## Results and discussion

In planar MgNH₂ the nitrogen holds two hydrogens and one magnesium. The scan swings one hydrogen about the nitrogen, within the plane, and leaves the other three atoms where they were. The angle named in the table is the one between the two N–H bonds. Because the three angles around nitrogen add up to 360°, closing this angle opens the one between the moving hydrogen and magnesium by the same amount.

Rigid scan of the H–N–H angle in MgNH₂ (doublet, gas phase) from the PBE0-D4/def2-TZVP minimum at 107.4°, computed with Ansatz 0.2.0 in the def2-TZVPP basis. Orbitals are unrestricted, and the coupled-cluster calculations use frozen cores. Each method's energies are relative to its own value at that minimum.

| bend (°) | CCSD(T) (eV) | PBE-D4 (eV) | B3LYP-D4 (eV) | HF (eV) | CCSD (eV) | HF less CCSD(T) (eV) | T1 diagnostic |
| --- | --- | --- | --- | --- | --- | --- | --- |
| 83.4 | 0.3973 | 0.4064 | 0.4195 | 0.4391 | 0.4019 | 0.0418 | 0.010 |
| 89.4 | 0.2149 | 0.2260 | 0.2323 | 0.2386 | 0.2172 | 0.0237 | 0.011 |
| 95.4 | 0.0889 | 0.0993 | 0.1012 | 0.0992 | 0.0897 | 0.0103 | 0.011 |
| 101.4 | 0.0179 | 0.0247 | 0.0244 | 0.0202 | 0.0179 | 0.0023 | 0.011 |
| 107.4 | 0.0000 | 0.0000 | 0.0000 | 0.0000 | 0.0000 | 0.0000 | 0.011 |
| 113.4 | 0.0328 | 0.0231 | 0.0258 | 0.0366 | 0.0337 | 0.0038 | 0.011 |
| 119.4 | 0.1131 | 0.0912 | 0.0991 | 0.1274 | 0.1159 | 0.0143 | 0.011 |
| 125.4 | 0.2376 | 0.2017 | 0.2170 | 0.2694 | 0.2431 | 0.0318 | 0.012 |
| 131.4 | 0.4029 | 0.3513 | 0.3766 | 0.4594 | 0.4121 | 0.0565 | 0.012 |

### 1. How much energy does the bend cost?

A swing of 24° in either direction costs about 0.4 eV, or some 39 kJ/mol. That is roughly sixteen times the thermal energy at room temperature, so heat alone seldom drives the hydrogen that far. A swing of 6° costs only a few hundredths of an eV.

The cost grows roughly as the square of the displacement, as for a spring. Twice the angle costs about four times the energy, and four times the angle about sixteen times. This holds well for the average of the two directions, but less well for each direction alone.

### 2. Which digits can be trusted?

The table prints four decimals, and these are useful for following the shape of one curve. They are not the accuracy of the energy. A better measure is the last step in the treatment of electron correlation, from CCSD to CCSD(T), which adds the effect of triple excitations. At 131.4° this step lowers the energy by 0.0092 eV, about 2% of the CCSD(T) value.

What lies beyond CCSD(T) is usually smaller than this step, but a larger basis could also move the result, and that is untested here. For the ends of the scan, 0.40 eV is therefore a sensible value to quote, though its last digit may still shift.

The T1 diagnostic supports using CCSD(T) as the yardstick. It measures how strongly single excitations enter the wavefunction, and values above about 0.02 are a warning. Here it never exceeds 0.012, so a single determinant is a sound starting point along the whole path.

### 3. Why are the two sides uneven near the zero but almost equal at the ends?

At 113.4° the CCSD(T) energy is 1.8 times that at 101.4°, although both points lie 6° from the zero. At the two ends of the scan the energies differ by little more than 1%. Two separate effects are at work, and they pull in opposite directions.

The first comes from the choice of zero. Energies are counted from the PBE0-D4 minimum at 107.4°, but a parabola through the three central CCSD(T) points has its lowest point at 106.5°. The CCSD(T) curve therefore already slopes upwards at the zero. This tilt makes every step to larger angles dearer and every step to smaller angles cheaper.

The second effect is that the spring is not perfect: it stiffens when the two hydrogens approach each other. At 83.4° they are 1.34 Å apart, against 1.63 Å at the zero. At the other end of the scan the moving hydrogen is still 2.34 Å from magnesium. Crowding between the two N–H bonds is a plausible reason for the stiffening, though the energies alone do not identify it.

Both effects fit into a short formula,

$$E = a\tau + b\tau^2 + c\tau^3,$$

where $\tau$ is the displacement from 107.4° in radians. The term in $a$ is the tilt, that in $b$ the spring, and that in $c$ the unequal stiffness. A least-squares fit to all nine CCSD(T) rows gives $a = 0.075$, $b = 2.28$ and $c = -0.39$ eV.

A displacement of 6° serves as a worked case. It is 0.105 rad, so the spring costs $2.28 \times 0.105^2 = 0.025$ eV and the tilt adds or removes $0.075 \times 0.105 = 0.008$ eV. The cubic term is below 0.001 eV and can be dropped. The estimate is then 0.033 eV on the wide side and 0.017 eV on the narrow side, where the table has 0.0328 and 0.0179 eV.

At 24° the balance is different. The tilt has grown fourfold, to 0.031 eV, but the cubic term has grown sixty-four-fold, to 0.029 eV with the opposite sign. The two nearly cancel and leave the spring alone. The near equality of the end points is thus a near cancellation of two effects and no sign of a symmetric potential.

The formula follows the nine energies with a typical miss of 0.0006 eV. These rows, the worked ones included, were part of the fit. When each row in turn is left out and then predicted, the typical miss rises to 0.002 eV, which is still small beside the effects discussed here.

### 4. Why does Hartree–Fock make the bend too stiff?

Hartree–Fock (HF) lies above CCSD(T) on every row away from the zero, by between 10 and 15% of the CCSD(T) energy. Its minimum along the path, however, is at 106.5°, the same as for CCSD(T). HF thus finds the right resting angle on this path and gives the hydrogen too strong a spring.

The stiffness can be compared without a fit. The rows lie in pairs on either side of the zero, so in the sum over all rows the tilt and the cubic term cancel. The HF sum is 12% larger than the CCSD(T) sum.

The excess is correlation energy. HF keeps electrons of like spin apart, but otherwise each electron feels only the average field of the others. CCSD and CCSD(T) let all electrons avoid one another as they move. As all curves start from zero at the same structure, an HF curve that is too high means that correlation lowers the bent molecule more than the unbent one. CCSD already removes 86% of the summed HF error, and the triples account for the rest.

The table does not say which electrons gain most. It is tempting to blame a bond that weakens as it is bent, but the coupled-cluster wavefunction at 83.4° gives no sign of this. Its largest double excitation is slightly weaker there than at the zero, and T1 is slightly smaller too. Second-order perturbation theory (MP2) on the same two structures gives a better clue. Pairs of electrons with like spin hold about a quarter of the MP2 correlation energy at the zero, but supply about two fifths of its gain at 83.4°. Like spins cannot share an orbital, so a good part of the gain belongs to electrons in different orbitals. That would fit two N–H bonds being pushed together, though it does not prove it. For the wide side, where T1 rises a little, the source remains open.

### 5. Where do the two density functionals go wrong?

B3LYP-D4 and PBE-D4 fail in another way. Both lie above CCSD(T) at every angle below the zero and below it at every angle above. An error that changes sign at the zero points to a displaced minimum, since a spring of the wrong strength would give the same sign on both sides.

For B3LYP-D4 this is nearly the whole story. If a perfect spring were only displaced, its difference from CCSD(T) would be a straight line through zero; the cubic term found above bends that line only a little. Such a line, with its slope fitted to all nine rows, leaves a typical miss of 0.0014 eV out of errors that reach 0.026 eV. Divided by the CCSD(T) spring constant, the slope corresponds to a shift of only 0.7°. The stiffness itself agrees with CCSD(T) to within 1%.

PBE-D4 combines two faults. Its minimum along the path lies about 1° too wide, and its spring is about 5% too soft. On the wide side both faults lower the energy, and the error reaches −0.052 eV at 131.4°. On the narrow side they oppose each other, and at 83.4° only +0.009 eV remains.

At 83.4° PBE-D4 therefore looks better than B3LYP-D4, whose error there is +0.022 eV, although its spring is the poorer one. A single distorted structure is a weak test of a method. The difference between two levels along a whole bend tells more. For a nearly perfect spring, a straight line means a displaced minimum, and an upright or inverted parabola means a spring that is too stiff or too soft.

### 6. What would change if the moving hydrogen were deuterium?

The table would stay as it is. In the usual separation of electronic and nuclear motion, the energy of the electrons depends on the charges and positions of the nuclei, and deuterium has the same charge as hydrogen. What changes is how the nucleus moves on the curve.

A hydrogen swinging about a fixed nitrogen on the CCSD(T) spring would have a vibrational quantum of the order of 0.1 eV. Real vibrations involve the other atoms too, so only the magnitude matters. It is several times the thermal energy at room temperature, and the motion therefore stays mostly in its lowest state. Deuterium, with twice the mass, would lower the quantum by a factor of about $\sqrt{2}$, or some 30%.

The spring constant enters under the same square root. The excess of 12% in the HF stiffness thus becomes an excess of about 6% in the frequency. For a single harmonic vibration, a small relative error in the spring constant is about halved in the frequency.

### 7. What would change if the other atoms could relax?

The bend would become softer. In the rigid scan the moving hydrogen strains two angles at once: the one to the other hydrogen and the one to magnesium. The third angle, between magnesium and the resting hydrogen, takes no share of the load.

Let $k_\mathrm{H}$ be the bending constant of the angle between the hydrogens and $k_\mathrm{M}$ that of each angle to magnesium. For a change $\theta$ of the first angle, the rigid scan costs $\tfrac{1}{2}(k_\mathrm{H} + k_\mathrm{M})\theta^2$. If magnesium may swing, each of its two angles takes up $\theta/2$. The cost falls to $\tfrac{1}{2}(k_\mathrm{H} + k_\mathrm{M}/2)\theta^2$, because two half strains cost only half as much as one full strain.

The rigid scan fixes only the sum $k_\mathrm{H} + k_\mathrm{M}$, which is about 4.6 eV/rad² with CCSD(T). In this simple picture a relaxed bend would keep between half and all of that stiffness, and changes in bond length would soften it a little further. The 0.4 eV at the ends is therefore the price of moving one hydrogen against a frozen frame, and an upper estimate for closing or opening the angle in a molecule that is free to adjust.
